The problem today is to read the bulk density $n$ and the scattering length $a$ of a $^{39}$K condensate ($m=38.9637$ u) off its edge. The walls stand at $x=0$ and $x=L$, and the field sets $a$ somewhere between 10 and 1000 $a_0$. The data are made for the exercise and rounded as data are. Uncertainties are independent standard deviations.
\begin{equation}
L=40.0(4)\ \mu\mathrm{m},\qquad w=2.60(13)\ \mu\mathrm{m},\qquad \nu=85(4)\ \mu\mathrm{m}^{-2}.
\end{equation}
Here $w$ is the distance over which the density in an uncalibrated thin central slice rises from 25\% to 75\% of its plateau, and $\nu$ is the column density along $x$.

At $T=0$, with real $\psi$, $g=4\pi\hbar^2a/m$ and $\mu=gn$, the Gross--Pitaevskii equation $-(\hbar^2/2m)\psi''+g\psi^3=\mu\psi$ has the first integral $(\hbar^2/2m)\psi'^2=(g/2)(n-\psi^2)^2$. With $\psi(0)=0$,
\begin{equation}
\psi=\sqrt n\,\tanh\frac{x}{\sqrt2\,\xi},\qquad \xi=\frac{\hbar}{\sqrt{2mgn}}=\frac{1}{\sqrt{8\pi na}}.
\end{equation}
With the volume counted up to the wall, the missing atoms and the excess grand potential per area are
\begin{align}
\Gamma&=\int_0^\infty (n-\psi^2)\,dx=\sqrt2\,n\xi,\\
\sigma&=\int_0^\infty\Big[\frac{\hbar^2}{2m}\psi'^2+\frac g2(n-\psi^2)^2\Big]dx=g\int_0^\infty(n-\psi^2)^2dx=\frac{2\sqrt2}{3}gn^2\xi=\frac23\mu\Gamma .
\end{align}
The crossings lie where the tanh equals $1/2$ and $\sqrt3/2$, and both walls deplete the column:
\begin{align}
w&=\sqrt2\,\xi\Big[\mathrm{artanh}\tfrac{\sqrt3}{2}-\mathrm{artanh}\tfrac12\Big]=1.086\,\xi,\\
\nu&=nL-2\Gamma=n\ell,\qquad \ell=L-2\sqrt2\,\xi .
\end{align}
We invert in order: $\xi=2.39\pm0.12\ \mu$m, $2\sqrt2\,\xi=6.77\ \mu$m, $\ell=33.2\ \mu$m, $n=\nu/\ell=2.56\pm0.13\ \mu\mathrm{m}^{-3}$, and $a=\ell/(8\pi\nu\xi^2)$. Its sensitivities are
\begin{equation}
\frac{\delta a}{a}=-\Big(2+\frac{2\sqrt2\,\xi}{\ell}\Big)\frac{\delta w}{w}-\frac{\delta\nu}{\nu}+\frac{L}{\ell}\frac{\delta L}{L}=-2.20\frac{\delta w}{w}-\frac{\delta\nu}{\nu}+1.20\frac{\delta L}{L}.
\end{equation}
The terms are 11\%, 4.7\% and 1.2\%, or 12\% in quadrature, so the model gives
\begin{equation}
a=(51\pm6)\,a_0 .
\end{equation}
Propagating from the raw data in the same way, $\mu/k_B=\hbar^2/(2m\xi^2k_B)=1.09\pm0.11$ nK, $\Gamma=8.7\pm0.7\ \mu\mathrm{m}^{-2}$ and $\sigma/k_B=6.3\pm0.4$ nK\,$\mu\mathrm{m}^{-2}$.

\textbf{Question.} Is the solution unique?

\textbf{Answer.} Yes, when $L>2\sqrt2\,\xi$. The system is triangular: $w$ fixes $\xi$, then $\nu$ fixes $n$, then $a$ follows. The shape alone fixes only the product $na$. The sound speed $\hbar/(\sqrt2\,m\xi)$ would sharpen $\xi$ but leave that degeneracy, so the atom calibration is indispensable.

\textbf{Question.} Why not simply take $n=\nu/L$?

\textbf{Answer.} That puts $n$ 17\% low and $a$ 20\% high, outside the error bar.

\textbf{Question.} Your microscope blurs the edge.

\textbf{Answer.} I treated $w$ as unblurred. A Gaussian blur of rms width $s\ll\xi$ turns $f=\psi^2/n$ into $f+s^2f''/2$ and shifts each crossing by $-s^2f''/(2f')$, where $f''/f'=(1-3t^2)/(\sqrt2\,\xi t)$ and $t=\sqrt f$. This gives $\delta w/w=0.63\,s^2/\xi^2$. An assumed $s=0.5\ \mu$m inflates $w$ by 2.8\% and lowers $a$ by 6\%, half the statistical error. A soft light wall also widens the edge, and one image cannot tell the two apart.

\textbf{Question.} Does this work across the whole tuning range?

\textbf{Answer.} Only in the weak to middle part. The tails of the two edges lower the central density by a fraction of about $2\,\mathrm{sech}^2[L/(2\sqrt2\,\xi)]$, here $6\times10^{-5}$. At the same $n$ and $10\,a_0$, $\xi=5.4\ \mu$m and this reaches 4\%, so the two-wall solution is needed. At $1000\,a_0$, $\xi=0.54\ \mu$m is as small as the blur. There the Lee--Huang--Yang correction to $\mu$, of relative size $(32/3)\sqrt{na^3/\pi}$, is 12\%, against 0.14\% at the inferred $a$.

\textbf{Question.} And temperature?

\textbf{Answer.} The ideal-gas value $T_c=(2\pi\hbar^2/mk_B)[n/\zeta(3/2)]^{2/3}$ is 77 nK. At an assumed 10 nK the thermal fraction $(T/T_c)^{3/2}$ is about 5\%, as large as the uncertainty of $\nu$, and must be subtracted first. All inferred numbers are the model's. The data were chosen to give a density of a few atoms per $\mu\mathrm{m}^3$ and a micron-scale $\xi$, typical of such box gases.